Fine-structure intervals of Gd ions, final less first configuration, from PySCF 2.14.0 with two-component X2C-1e, a Gaussian nucleus and even-tempered basis sets up to f, scaled to each ion. GHF uses one spinor determinant in jj occupation, and GMP2 freezes the listed electrons. Bare-SO has the spin-orbit term of the bare nucleus, and screened-SO scales it by screening factors.

| species | electrons | configuration | final configuration | frozen electrons | GHF screened-SO (cm⁻¹) | GMP2 screened-SO (cm⁻¹) | GHF bare-SO (cm⁻¹) |
| --- | --- | --- | --- | --- | --- | --- | --- |
| Gd27+ | 37 | [Kr] (4d3/2)1 | [Kr] (4d5/2)1 | 28 | 70294 | 70343 | 83346 |
| Gd29+ | 35 | [Ar] 3d10 4s2 (4p1/2)2 (4p3/2)3 | [Ar] 3d10 4s2 (4p1/2)1 (4p3/2)4 | 10 | 348980 | 349440 | -1504.2 |
| Gd33+ | 31 | [Ar] 3d10 4s2 (4p1/2)1 | [Ar] 3d10 4s2 (4p3/2)1 | 10 | 366580 | 364550 | 379290 |
| Gd37+ | 27 | [Ar] (3d3/2)4 (3d5/2)5 | [Ar] (3d3/2)3 (3d5/2)6 | 10 | 268590 | 268280 | 318740 |
| Gd45+ | 19 | [Ar] (3d3/2)1 | [Ar] (3d5/2)1 | 10 | 314580 | 314870 | 373250 |
| Gd47+ | 17 | [Ne] 3s2 (3p1/2)2 (3p3/2)3 | [Ne] 3s2 (3p1/2)1 (3p3/2)4 | 2 | 1426200 | 1427200 | 1475800 |
| Gd51+ | 13 | [Ne] 3s2 (3p1/2)1 | [Ne] 3s2 (3p3/2)1 | 2 | 1505400 | 1500600 | 1557700 |
| Gd55+ | 9 | [He] 2s2 (2p1/2)2 (2p3/2)3 | [He] 2s2 (2p1/2)1 (2p3/2)4 | 0 | 5854100 | 5855300 | 6058600 |
| Gd59+ | 5 | [He] 2s2 (2p1/2)1 | [He] 2s2 (2p3/2)1 | 0 | 6206500 | 6191700 | 6423000 |

Three sizes set the scale of this table. The fine-structure intervals themselves run from 7 × 10⁴ to 6 × 10⁶ cm⁻¹, or from about 9 to 770 eV. The choice of spin-orbit operator moves them by about 3.5 % of the screened value in a p shell and by about 19 % in a d shell. Second-order correlation moves them by 0.55 % at most. One cell, the bare-SO value of Gd29+, fits none of these sizes, because it is off by a whole interval.

Each entry is the total energy of the final configuration less that of the first one. Every ion has one electron or one hole in a p or d shell outside closed shells, and the two configurations differ only in whether that electron or hole has j = l − 1/2 or j = l + 1/2. A single electron lies lowest in the lower j and a single hole in the higher j, so all intervals of correctly converged states are positive. With one electron or hole, each labelled occupation gives a single J level, so the mixing of J levels that troubles single determinants of light open-shell atoms is absent as long as the spinors keep spherical symmetry; a relaxed determinant keeps it only approximately. GHF is Hartree-Fock with two-component spinors, and GMP2 adds second-order perturbation theory. Bare-SO uses the one-electron spin-orbit term of the bare nucleus, while screened-SO multiplies that term by a factor that imitates the two-electron spin-orbit interaction.

The rows are not one smooth series in the charge, since the active shell changes from 4d through 4p, 3d and 3p to 2p. In the hydrogen-like picture the interval goes as Z_eff⁴α²/[n³l(l+1)], so it jumps whenever n or l changes. The screened GHF value falls by a factor 0.733 from Gd33+ (4p) to Gd37+ (3d) and rises by a factor 4.53 from Gd45+ (3d) to Gd47+ (3p). Within one shell the behaviour is regular. Emptying the shell from one hole to one electron raises the interval by 5 to 6 % for the three p shells, where four electrons leave, and by 17 % for 3d, where eight leave. The standard reason is that fewer electrons in the same shell let the orbital contract, and the spin-orbit integral weights small radii. Useful tests of this table therefore compare columns within a row, or a hole row with the one-electron row of the same shell.

The first test of that kind exposes Gd29+. The five other p rows have a ratio of bare to screened GHF between 1.0347 and 1.0349. Applied to the screened value of 348980 cm⁻¹, these ratios imply a bare interval of about 361100 cm⁻¹, and the table has −1504.2 cm⁻¹. That the screened cell of this row is the sound one follows from the ratio of hole to one-electron interval, which in the screened GHF column runs 0.9432, 0.9474 and 0.9520 for 2p, 3p and 4p. The bare column repeats the first two values to within 0.0001 and then gives −0.0040. No physical effect inverts the 4p levels for one spin-orbit operator and leaves them in place for another that differs by 3 %. The cell is an artefact, at least one of its two determinants is not the labelled state, and the run raised no warning.

The size of the error hints at what kind of wrong state it is. The shortfall is 1.004 times the implied interval. Had the two states been exchanged, the cell would read near −361000 cm⁻¹; a value near zero suggests that both calculations ended with the hole in the same j, although the outputs don't list the j character of the converged spinors. Symmetry argues for which one slipped, though this was not tested. A self-consistent field lowers the energy wherever symmetry lets it, and an upper state is protected only when the lower level has no component with the same quantum numbers. The runs set the upper determinant of Gd29+ at mj = 1/2, the only magnitude a p1/2 hole can have, and the p3/2 hole of the ground level also has an mj = 1/2 component. The upper solution can thus slide into the ground level without changing mj. The lower determinant has mj = 3/2, which a p1/2 hole cannot carry. In the one-electron rows the upper determinant has mj = 3/2 or 5/2, the largest value of the higher j, and as long as the iterations keep mj there is nothing below it to fall into.

By this argument all four hole rows (Gd29+, Gd37+, Gd47+, Gd55+) are exposed, and of their eight GHF cells one failed. The exposure makes a collapse possible and does not make it certain. The remainder of −1504.2 cm⁻¹, 0.42 % of the implied interval, is far above the rounding. A guess is that single determinants with holes of different mj polarise the closed shells differently and so lose their exact degeneracy. If so, the sound cells carry an mj dependence of the same kind, and in this row it is larger than the GMP2 shift of +460 cm⁻¹. In practice a hole row calls for a check on the j character of the empty spinor after convergence, and the ratio between two spin-orbit settings is a cheap alarm.

The second weakness affects every row and is visible in the steadiness of that same ratio. A one-electron X2C Hamiltonian contains the spin-orbit coupling of each electron to the nucleus but none of the coupling to the field of the other electrons. That field has the opposite sign and reduces the splitting, so bare-SO overestimates it. The standard screened-nucleus remedy multiplies the operator in a shell of angular momentum l by 1 − Q/Z, with Q = l(l+1)(2l+1)/3, the number of electrons in the filled shells with n ≤ l. This gives Q = 2 for p (the 1s pair) and Q = 10 for d (the 1s, 2s and 2p electrons). The reasoning is that the spin-orbit integral is collected near the inner edge of the orbital, and the centrifugal barrier holds a d electron outside more of the core than a p electron.

If these standard factors are taken as the ones applied, and the interval is taken as proportional to the operator, as it is in first order, then bare/screened = 1/(1 − Q/Z) with no adjustable constant. For a d shell of Gd, 1 − 10/64 = 0.84375 and the inverse is 1.18519. The table gives 373250/314580 = 1.18650 for Gd45+, which exceeds the estimate by 0.00132, or 0.11 % of it. For p shells the estimate is 1/(1 − 2/64) = 1.03226. Nothing was fitted to any row. The estimate lies below the computed ratio in all eight sound rows, on average by 0.25 % of the estimate for p and 0.09 % for d, and it cannot describe Gd29+. The same formula has Q = 28 for f, so an f shell of Gd would show a ratio near 64/36 = 1.78 under the same scheme.

This agreement shows how the calculation was built and carries no information on real screening. The factor depends on l and Z alone, so it is the same for a 2p electron among 5 electrons and a 4p electron among 31, and the p ratios spread by only 0.00026. The true two-electron term depends on the actual charge density inside the orbital and has no reason to be so constant. The small excess over the estimate is real, since rounding affects the ratios by 0.00007 at most. Theory offers a cause in the response of the orbitals. With Zα = 0.467 the coupling is not a small perturbation for p electrons; a stronger operator pulls the p1/2 spinor inward, where the coupling is stronger still, so the interval grows a little faster than the operator. This fits the larger excess of p rows, but a slightly different form of the factors would look similar, and the two were not separated.

The gap between bare and screened values is best read as the amount of each interval that rests on this recipe. It exceeds the GMP2 shift in all eight sound rows, by factors from 6 (Gd33+) to 267 (Gd27+). For Gd45+ the gap is 58670 cm⁻¹ and correlation adds 289 cm⁻¹, so an error of half a per cent in the screening correction would equal the whole GMP2 shift. The gap is a sensitivity and should not be taken as the error of screened-SO; the factors are known to overshoot the splittings of light atoms, and their error for these ions is not measured here. The Hamiltonian also leaves out the Breit interaction, whose spin-other-orbit part is formally of the same order as the two-electron term being imitated, a relative order of 1/Z = 1.56 % per inner electron, and it leaves out QED terms, which shift the p1/2 and p3/2 levels by different amounts and do not cancel in a p interval. These omissions can match or exceed the correlation shifts, so the closeness of GHF and GMP2 says nothing about closeness to experiment.

The third weakness lies in those shifts. With five figures, a difference of columns is uncertain by ±100 cm⁻¹ for the four largest intervals, so the values here come from the same intervals in eV, which the runs give to more digits. GMP2 − GHF is −2030, −4779 and −14819 cm⁻¹ for the three ns² np¹ ions Gd33+, Gd51+ and Gd59+. For the three p⁵ ions it is positive and lies between +460 and +1219 cm⁻¹, smaller in magnitude than in the partner row by factors of 4.4, 4.6 and 12.2.

The known cause is the double excitation ns² → np², which the spectator electron blocks differently in the two states. The ns² pair has J = 0, and the Coulomb repulsion is a scalar, so the pair can go only into (m, −m) pairs of one subshell. There is one such pair in p1/2 and there are two in p3/2, each with nearly the same matrix element K, one third of the ns-np dipole exchange integral. Each open pair lowers the energy by K²/D, where D is the energy needed to lift the two electrons. An electron in p1/2 blocks the p1/2 pair and leaves two p3/2 pairs, a lowering of 2K²/D₃/₂. An electron in p3/2 blocks one p3/2 pair and leaves one of each kind, a lowering of K²/D₁/₂ + K²/D₃/₂. The interval, upper less lower, changes by K²(1/D₃/₂ − 1/D₁/₂). Since D₃/₂ exceeds D₁/₂ by about twice the fine-structure interval, the change is negative. It vanishes when the splitting vanishes, so it is a correlation effect that appears as the coupling moves from LS towards jj. A p⁵ shell has a single vacancy and no empty pair, and the channel is closed in both states.

The table shows the pattern of signs and sizes that this counting predicts; the size of the term itself was not computed, and other excitations add to it. Differences of basis and frozen core are an unlikely source, because the two rows of each p shell freeze the same core and use the same basis shape, apart from one p function in the 4p pair. The same argument marks these three GMP2 values as the least secure. In a one-electron Dirac ion with a point nucleus ns and np1/2 are degenerate, so D₁/₂ arises almost entirely from electron repulsion, as K does. Both grow roughly in proportion to the nuclear charge, and K/D₁/₂ does not shrink in a highly charged ion as the mixing with higher shells does. This is near-degeneracy, for which second order on one determinant is a first estimate and probably too small a one, because the GMP2 denominator uses virtual spinor energies that still feel the repulsion of the pair being lifted and so exceeds the true gap between the two configurations. A treatment that mixes ns² np3/2 with (np1/2)² np3/2 explicitly is the proper check. A neighbouring heavy ion with ns² np¹ should show the same negative shift, and its p⁵ partner should lack that term.

The d rows shift by at most 0.12 % of the screened GHF interval, with mixed signs (+49, −310 and +289 cm⁻¹), and no cause is assigned to them. A basis that ends at f functions is short for correlating d electrons, and Gd27+ freezes its 3s, 3p and 3d shells, which Gd29+ and Gd33+ correlate, so its +49 cm⁻¹ is too small and too dependent on settings to interpret. The row-by-row ratios, gaps and shifts are in the printed output that follows.

Printed output of the fit:

```
Z*alpha = 0.467, 1/Z = 1.56 %; estimate 1/(1-Q/Z): p 1.03226, d 1.18519
ion shell N | bare/screened, minus estimate, rounding of ratio | bare-screened (1/cm)
Gd27+ 4d1 37 | 1.18568 +0.00049 0.00002 | 13052
Gd29+ 4p5 35 | -0.00431 -1.03657 0.00000 | -350484
Gd33+ 4p1 31 | 1.03467 +0.00241 0.00003 | 12710
Gd37+ 3d9 27 | 1.18672 +0.00153 0.00004 | 50150
Gd45+ 3d1 19 | 1.18650 +0.00132 0.00003 | 58670
Gd47+ 3p5 17 | 1.03478 +0.00252 0.00007 | 49600
Gd51+ 3p1 13 | 1.03474 +0.00248 0.00007 | 52300
Gd55+ 2p5 9 | 1.03493 +0.00267 0.00002 | 204500
Gd59+ 2p1 5 | 1.03488 +0.00262 0.00002 | 216500
p rows, positive bare value (5): ratio 1.03467 to 1.03493, mean 1.03480, spread 0.00026, mean above estimate 0.25 %
d rows, positive bare value (3): ratio 1.18568 to 1.18672, mean 1.18630, spread 0.00104, mean above estimate 0.09 %
Gd29+ bare implied by other p ratios: 361080 to 361171 1/cm; table -1504.2
Gd29+ shortfall 362629 1/cm = 1.0042 of implied interval; table value = -0.42 % of it
hole/one-electron interval in one shell: screened GHF, bare GHF, GMP2 | rise of screened GHF
4p5/4p1: 0.9520 -0.0040 0.9586 | 17600 1/cm, 5.0 %
3p5/3p1: 0.9474 0.9474 0.9511 | 79200 1/cm, 5.6 %
2p5/2p1: 0.9432 0.9433 0.9457 | 352400 1/cm, 6.0 %
3d9/3d1: 0.8538 0.8540 0.8520 | 45990 1/cm, 17.1 %
change of shell: Gd33+ to Gd37+ factor 0.733; Gd45+ to Gd47+ factor 4.53; largest/smallest 88.3
upper mj also present in lower level: Gd29+, Gd37+, Gd47+, Gd55+
GHF cells in those rows: 8, with negative interval: 1
GMP2-GHF: ion shell correlated e | table +- rounding, from eV (1/cm), % | gap/|shift|
Gd27+ 4d1 9 | +49 +-1, +49, +0.069 | 267.2
Gd29+ 4p5 25 | +460 +-10, +460, +0.132 | bare cell faulty
Gd33+ 4p1 21 | -2030 +-10, -2030, -0.554 | 6.3
Gd37+ 3d9 17 | -310 +-10, -310, -0.115 | 161.8
Gd45+ 3d1 9 | +290 +-10, +289, +0.092 | 203.2
Gd47+ 3p5 15 | +1000 +-100, +1033, +0.072 | 48.0
Gd51+ 3p1 11 | -4800 +-100, -4779, -0.317 | 10.9
Gd55+ 2p5 9 | +1200 +-100, +1219, +0.021 | 167.8
Gd59+ 2p1 5 | -14800 +-100, -14819, -0.239 | 14.6
|shift| 4p1 over 4p5: 4.4
|shift| 3p1 over 3p5: 4.6
|shift| 2p1 over 2p5: 12.2
largest |shift| 0.55 % (Gd33+); d rows at most 0.12 %
gap/|shift| over eight rows: 6.3 to 267
eV outputs against table, largest relative difference: 2.3e-05
```
